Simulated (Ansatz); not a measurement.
A series in volume scale on ZrTi

All results are calculated (Ansatz 0.2.0). Free energy against uniform scaling of the volume at fixed shape and fractions; periodic cell, basis, potentials, k mesh and filling as listed.

The cell before it is scaled or strained (space group P4/mmm, No. 123):
```
CELL_PARAMETERS angstrom
3.12230 0.00000 0.00000
0.00000 3.12230 0.00000
0.00000 0.00000 4.21170
ATOMIC_POSITIONS crystal
Zr 0.50000 0.50000 0.50000
Ti 0.00000 0.00000 0.00000
```

Settings of every row: functional r2SCAN; dispersion D4; accuracy low; potentials PAW; wave cutoff 557.83 eV; density cutoff 2231.3 eV; k mesh 9x9x7; k shift 0x0x0; occupations methfessel paxton; smearing width 0.3 eV; spin none.

Limits: coarse k mesh, up to 40 meV an atom off; loose SCF threshold; wide smearing; the cell comes from a prototype or a list of computed structures and needn't be the stable phase.

```csv
row,volume scale,V (Å³/atom),energy above lowest point (meV/atom)
1,0.9406,19.31,12.3
2,0.9703,19.92,0.1
3,1,20.529,0
4,1.0297,21.139,10.6
5,1.0594,21.749,?
```

Question: what energy above lowest point should row 5 give?

Worked fit of energy above lowest point. Take u = (V_r/V)^(2/3) − 1 with V_r = 20.224 Å³ an atom, which is twice the finite (Eulerian) strain; such expansions in the strain, on which the Birch-Murnaghan equation of state is built, carry the rest volume and the bulk modulus. The shown rows have u = 0.03131, 0.01015, -0.00993, -0.02907. Least squares give energy above lowest point = −1.36 − 2.8 × u + 14042 × u² meV/atom; a straight line predicts inner rows, each left out in turn, worse (root mean square 8.1 against 0.1 meV/atom). The rows lie off it by 0.0, 0.0, -0.1, 0.0. The withheld row has u = -0.04731, so the fit gives −1.36 − 2.8 × (-0.04731) + 14042 × (-0.04731)² = 30.2 meV/atom.

The calculation gave 30.6 meV/atom. The fit lies 0.4 meV/atom (1.3 % of the value, 1.3 % of the column's range) below it; its largest miss of a shown row is 0.1 meV/atom. This row lies beyond the range of the fit.
